Student: I have the statement that the charges in a two-dimensional array of tunnel junctions form a Coulomb gas with a logarithmic potential and unbind at kT = e²/(8πCε). Electrons interact as 1/r, so I don't see where a logarithm comes from, nor the 8π.

Lecturer: Start from the premises. Identical metal islands sit on a square lattice of pitch a, and lengths are in units of a, wave vectors in 1/a. Nearest neighbours are joined by junctions of capacitance C and tunnel resistance R_T, and for now each island also has a capacitance C0 to ground. The electrodes are normal metal, copper with a fully oxidised aluminium barrier, so the charge on island i is Q_i = e n_i with n_i an integer. R_T is far above R_K = h/e² ≈ 25.8 kΩ, so n_i is a classical variable. The level spacing of an island is far below kT. There are no offset charges. An electron then crosses a junction at the orthodox rate Γ(ΔE) = (1/e²R_T) ΔE/[exp(ΔE/kT) − 1], where ΔE is the increase in electrostatic energy.

Student: That is kinetics. You want a phase transition.

Lecturer: The ratio Γ(ΔE)/Γ(−ΔE) equals exp(−ΔE/kT). That is detailed balance, so at zero bias the configurations {n_i} have Gibbs weights exp(−βE), β = 1/kT, and R_T drops out. Only E is needed. The charge on an island is the sum over its capacitors, Q_i = C0 φ_i + C Σ_j (φ_i − φ_j), j running over the four neighbours. For φ ∝ exp(ik·r) this is Q_k = C(k) φ_k with

C(k) = C0 + C(4 − 2cos kx − 2cos ky).   (1)

The energy is E = ½ Σ Q_i G(r_i − r_j) Q_j, where G(r) is the Brillouin-zone average of cos(k·r)/C(k). An extra charge with the polarisation it induces in the surrounding junctions is called a soliton. Put +e at the origin and −e at r. The two diagonal terms give e²G(0), the two cross terms −e²G(r), so

E(r) = e²[G(0) − G(r)].   (2)

Student: For C0 → 0, G(0) diverges at small k.

Lecturer: Logarithmically, so a net charge costs infinite energy and the gas is neutral. The difference in (2) stays finite: E(r) = (e²/C)A(r), with A(r) the average of (1 − cos k·r)/(4 − 2cos kx − 2cos ky). For r = (1,0) the numerator is 1 − cos kx. By symmetry it may be replaced by ½(2 − cos kx − cos ky), one quarter of the denominator. So A(1,0) = 1/4, and a nearest-neighbour pair costs e²/4C = E_C/2, with E_C = e²/2C.

Student: Moving one electron across one capacitor should cost e²/2C.

Lecturer: For an isolated junction. Here the rest of the network lies in parallel, and the result says that the capacitance between neighbouring islands is 2C. Now large r. Along the diagonal r = (n,n) set u = (kx + ky)/2, v = (kx − ky)/2. The denominator becomes 4(1 − cos u cos v), the numerator 1 − cos 2nu, and the average may be taken over u and v independently. The average over v of 1/(1 − cos u cos v) is 1/|sin u|. Thus A(n,n) = (1/4π) ∫ du (1 − cos 2nu)/sin u from 0 to π. The identity 2 sin u sin(2m−1)u = cos(2m−2)u − cos 2mu telescopes, so the integrand is 2 Σ sin(2m−1)u with m from 1 to n, and each sine integrates to 2/(2m−1). Hence A(n,n) = (1/π) Σ 1/(2m−1). The sum is H(2n) − H(n)/2 in harmonic numbers and tends to ½ ln n + ln 2 + γ/2, γ being Euler's constant. With r = n√2,

E(r) ≈ (e²/2πC)(ln r + c),  c = γ + (3/2) ln 2 = 1.617.   (3)

Student: That is one direction only.

Lecturer: The lattice kernel differs from 1/k² by a bounded function, whose Fourier transform vanishes at large r. The isotropic 1/k² part remains, so c is the same in all directions. Equation (3) is good even at short range: it gives A = 0.2573 at r = 1 against the exact 1/4, and 0.3125 at r = √2 against 1/π = 0.3183. There is your logarithm. Field lines run through the junction capacitors, which confine them to the plane, and the flux e spread over a circle 2πr gives a potential gradient e/(2πCr).

Student: And with C0 finite?

Lecturer: At small k, C(k) ≈ C(k² + 1/L²) with L = √(C/C0). Then G solves C(−∇² + 1/L²)G = δ, whose decaying solution is K0(r/L)/2πC. For r ≪ L, K0 ≈ ln(2L/r) − γ, so the logarithm holds up to L, and beyond it G dies exponentially. Adding this G(r) to (3) in the range 1 ≪ r ≪ L gives G(0), and a lone charge costs

E1 = e²G(0)/2 = (e²/4πC)[ln L + (5/2) ln 2].   (4)

Student: My array has no ground plane. So C0 is nearly zero and L is huge.

Lecturer: That does not follow. A local C0 describes a ground close under the islands. Without one, field lines leave the plane and return to distant islands. A potential φ exp(ik·r) on the plane decays as exp(−|k||z|) into vacuum above and a substrate of relative permittivity ε_s below. The jump of the normal displacement gives a charge per cell κ|k|φ with κ = (1 + ε_s)ε0 a. So C0 in (1) is replaced by κ|k|, and

C(k) ≈ C(k² + |k|/Λ),  Λ = C/κ.   (5)

This length is linear in the capacitance ratio, with no square root.

Student: The islands don't fill the plane.

Lecturer: The long-wave field sees only the charge per cell. The island shape adds to the inverse stray capacitance 1/κ|k| a constant of order 1/κ. Inverting, the stray capacitance is κ|k| plus a term of order κk², which shifts C by a relative amount of order 1/Λ. Let C denote the whole coefficient of k². The angular integral of (5) gives G(r) = (1/2πC) ∫ dk J0(kr)/(k + 1/Λ). Write 1/(k + 1/Λ) = ∫ ds exp[−(k + 1/Λ)s], use ∫ dk J0(kr) exp(−ks) = 1/√(r² + s²), and set s = rt, x = r/Λ:

G(r) = (1/2πC) ∫ dt exp(−xt)/√(1 + t²),  t from 0 to ∞.   (6)

This is the Rytova-Keldysh potential of thin dielectric films. For x ≫ 1 only small t counts, the integral is 1/x, and G = 1/[2π(1 + ε_s)ε0 a r], your 1/r law at an interface. For x ≪ 1, compare with the kernel 1/(1 + t), which gives −ln x − γ; the difference of the two kernels integrates to ln 2. So G ≈ [ln(2Λ/r) − γ]/2πC, the same form as before, and (4) holds with Λ in place of L, up to corrections of order 1/Λ.

Student: Then it is only a change of name.

Lecturer: Not quite. Take the local strength of the logarithm, s(x) = −2πC r dG/dr = x ∫ dt t exp(−xt)/√(1 + t²). Since ∫ [1 − t/√(1 + t²)] dt = 1, s = 1 − x + …, a linear loss. For the local model s = xK1(x) with x = r/L, which departs from 1 only as x² ln x. So the logarithm degrades earlier. For now let the cutoff, L or Λ, exceed the array size N, so that (3) holds throughout.

Student: Then the 8π.

Lecturer: Define g0 = βe²/2πC, the coefficient of ln r in βE(r). A pair with separation r has weight exp(−g0c) r^(−g0). Its mean square size involves ∫ r² r^(−g0) 2πr dr, which converges at large r only for g0 > 4. The boundary g0 = 4 is kT0 = e²/8πC = E_C/4π. As a second route, one charge in an array of size N with a grounded rim costs half the pair logarithm, (e²/4πC) ln N, as (4) also shows, and it can sit on N² sites, entropy 2k ln N. The free energy (e²/4πC − 2kT) ln N changes sign at the same T0. This is the argument of Kosterlitz and Thouless (1973).

Student: Both routes treat one pair alone in an empty array. At T0 there are other pairs.

Lecturer: They screen, and that is ε. In lattice units Gauss's law reads ∇·(C𝓔 + P) = free charge per cell, with 𝓔 = −∇φ and P the dipole moment per cell, so C plays the part of the vacuum permittivity, and P = χ𝓔 gives Cε = C + χ. A dipole p = er with orientation weight exp(βp·𝓔) has, in two dimensions, mean moment βp²𝓔/2, because the average of cos²θ is ½. Let n(r) = exp[−βE(r)] be the number of pairs per site with separation vector r, valid while pairs are dilute. Pairs between r and r + dr add

dε = (βe²/2C) r² n(r) 2πr dr = 2π² g0 r⁴ n(r) dl,  l = ln r,

using βe²/2C = πg0. A pair of size r is screened by smaller pairs and hardly by larger ones, whose charges lie outside it. So the force is reduced by ε(r): d(βE)/dl = g0/ε(l) ≡ g(l). Define y² = r⁴n(r) and w = 4/g. Then d ln y²/dl = 4 − g, and w = 4ε/g0 gives

dw/dl = 8π²y²,  d(y²)/dl = 4(1 − 1/w) y².   (7)

These are the recursion relations of Kosterlitz (1974), to lowest order in y².

Student: How do I get a transition out of them?

Lecturer: Divide one by the other: 2π² d(y²)/dw = 1 − 1/w. So

D = 2π²y² − f(w),  f(w) = w − 1 − ln w,   (8)

is conserved along the flow; f is positive and vanishes quadratically at w = 1. Start with w < 1, where y falls while w rises. If D < 0, y reaches zero at the w∞ < 1 with f(w∞) = −D. Then ε(∞) is finite, large pairs are ever rarer, and a free charge costs energy growing as ln N: an insulator. If D > 0, y cannot vanish, w passes 1, y grows, and ε runs away: large pairs are unbound and the array screens like a plasma. The boundary D = 0 flows to w∞ = 1, that is g(∞) = 4, or

kT_KT = e²/(8πCε) = E_C/(4πε),  ε = ε(l → ∞) at T_KT from below.   (9)

At T_KT, 1/ε drops from 8πCkT/e² to zero. Higher orders in y change the trajectory but not (9), since y → 0 at the end of the flow.

Student: So (9) is an implicit equation, and useless until I know ε.

Lecturer: The same flow estimates it. At the start ε = 1, so w0 = 4/g0 = T/T0, which at the transition equals 1/ε. Starting at r = 1, (3) gives y0² = exp(−g0c) = exp(−4cε), and D = 0 reads

ln ε + 1/ε − 1 = 2π² exp(−4cε).   (10)

The left side rises from zero at ε = 1 and the right side falls; they cross at ε = 1.16, where y0 = 0.023. That smallness justifies the dilute expansion, and charges ±2e, costing four times the energy, have y0⁴ in place of y0.

Student: Where does the integral over r begin on a lattice? You picked r = 1.

Lecturer: It is a choice. Begin instead at r0 = 1/√π, which excludes exactly one cell of area. Then y0² = r0⁴n(r0) gains the factor r0^(4−4ε) = π^(2ε−2), and the root moves to 1.19. So ε − 1 lies near 0.16 to 0.19 in this treatment, T_KT is fixed to a few per cent, and a third figure would mean nothing.

Student: What would I observe?

Lecturer: Above T_KT the flow (7), with y² eliminated by (8), is dw/dl = 4[D + f(w)]. Near w = 1, f ≈ (w − 1)²/2, and passing the bottleneck takes l* ≈ π/√(8D). D is linear in T − T_KT, so the spacing of free charges ξ = exp(l*) has an essential singularity, and the conductance, proportional to 1/ξ², vanishes faster than any power. Below T_KT a field 𝓔 breaks pairs. The energy (g kT) ln r − e𝓔r peaks at r* = g kT/e𝓔, so the breaking rate scales as r*^(−g) ∝ 𝓔^g. Recombination goes as the square of the free density, which is therefore ∝ 𝓔^(g/2), and I ∝ V^(1 + g/2). The exponent is 3 at g = 4 and 1 above the transition. All this needs ξ and r* smaller than both N and the cutoff.

Student: And if they are not?

Lecturer: Then E1 is finite, free charges exist at every temperature with a density of about 2exp(−E1/kT) per island while dilute, the low-bias conductance is activated, and (9) marks only a crossover. A finite N does the same with ln N in place of ln Λ, since the leads at the edges supply single charges. A sharp transition needs N → ∞ with the cutoff larger still.

Student: List what must hold.

Lecturer: First, normal electrodes; leftover metallic aluminium would be superconducting at these temperatures and change both rates and carriers. Second, level spacing below kT. Third, weak tunnelling. Matching the rate at T = 0, |ΔE|/e²R_T, to the golden rule (2π/ħ)α0|ΔE| gives the dimensionless coupling α0 = R_K/(4π²R_T). Virtual tunnelling shifts charging energies by α0 times a number of order the count of channels, eight for an island with four junctions and two directions, and this must be small against ε − 1. Fourth, 1 ≪ r ≪ min(N, cutoff) over a wide range of ln r, with cutoff √(C/C0) when a ground lies closer than that distance and Λ otherwise. Fifth, no offset charges. Uncorrelated offsets of variance σ² give the potential difference across r a variance (σ²/C²) ∫ d²k/(2π)² 2(1 − cos k·r)/k⁴ ≈ (σ²/C²)(r²/4π) ln(Λ/r), to logarithmic accuracy. Its root grows about linearly in r and outruns the logarithmic binding, so within the logarithmic range integer charges rearrange to screen the offsets, and the empty neutral state assumed above is lost.

Student: Put in numbers for my Cu/AlOx array, 50 to 300 mK.

Lecturer: Take as illustrative inputs C = 0.5 fF, typical of a junction about 100 nm square, a = 1 μm, R_T = 200 kΩ, islands of 0.5 × 0.5 × 0.03 μm³, and N = 100. Then E_C = 160 μeV, or 1.86 K. The nearest-neighbour pair costs 80.1 μeV, or 0.930 K, the logarithm has the coefficient e²/2πC = 51.0 μeV, and T0 = 148 mK. With ε from 1.19 to 1.16 the ideal model has T_KT between 0.12 and 0.13 K, inside your window. Across the window g0 runs from 11.8 at 50 mK, where the four nearest-neighbour orientations give ε − 1 ≈ 4πg0 exp(−πg0/2), about 1 × 10⁻⁶, to 1.97 at 300 mK, deep in the plasma. With approximate free-electron values for copper, density 8.5 × 10²⁸ m⁻³ and Fermi energy 7.0 eV, the density of states 3n/2E_F gives a level spacing of 7 neV, against kT = 4.3 μeV at 50 mK. And α0 = 0.003, so 8α0 is about 0.03, well below ε − 1 though comparable to the spread in ε. The first three conditions hold.

Student: And the fourth?

Lecturer: It fails. On fused silica, ε_s approximately 3.8, κ = 42.5 aF and Λ = 12. On silicon, ε_s approximately 11.7, κ = 112 aF and Λ = 4.4. Had you taken the sample holder 0.5 mm under the silica as ground, C0 = ε_sε0a²/d = 0.067 aF would suggest L = 86; but a local C0 applies only at distances beyond d, which is 500 cells, and Λ cuts in long before. On silica, s = 0.87 already at r = 2, as large a reduction as the whole thermal screening, 1/1.16 = 0.86. Compare the length the transition needs. At 140 mK, about ten per cent above T_KT, integrating dw/4[D + f(w)] from w0 = 140/148 to w = 2, starting at r = 1, gives l* = 4.5, so ξ is of order a hundred cells, and the choice of stopping point changes this by a factor of a few. That is far beyond Λ, so the critical region is cut off altogether.

Student: So what does the model predict instead?

Lecturer: Activated charges. On silica the bracket in (4) is ln Λ + (5/2) ln 2 = 4.2, so E1/k = 2T0 × 4.2 = 1.2 K, good to roughly 1/Λ; on silicon it is about 1 K, good to some twenty per cent. On silica E1/kT is 25 at 50 mK and 9.6 at 130 mK. The latter gives a free density of order 1 × 10⁻⁴ per island, about one charge in your array, before thermal screening raises it, and a ten per cent change of E1 moves it by a factor near e. The fifth condition is also in doubt. Offsets spread evenly over ±e/2 have σ² = e²/12, and the rms energy difference between neighbours is then about (e²/C)√(ln Λ/48π) = 0.13 e²/C, or 0.5 K, half the pair cost and several times kT0.

Student: Then which of these numbers belong to my sample?

Lecturer: None as such: 0.12 to 0.13 K and 1.2 K are the model's for the assumed inputs. As typical knowledge, normal-state arrays of this kind show no sharp transition but a roughly activated zero-bias resistance with an energy near E_C/4, here 0.46 K, which is half the nearest-neighbour pair cost. The unscreened, disorder-free E1 overshoots that by a factor of two to three, in the direction expected from screening by thermal charges, offsets and the leads, all of which (4) omits. Equation (9) holds for the clean array whose logarithmic range min(N, Λ) exceeds ξ, which ten per cent above T_KT already means a hundred cells, and at this pitch on silica Λ = 100 would need C = 100κ, about 4 fF, which lowers T0 to 17 mK, below your window.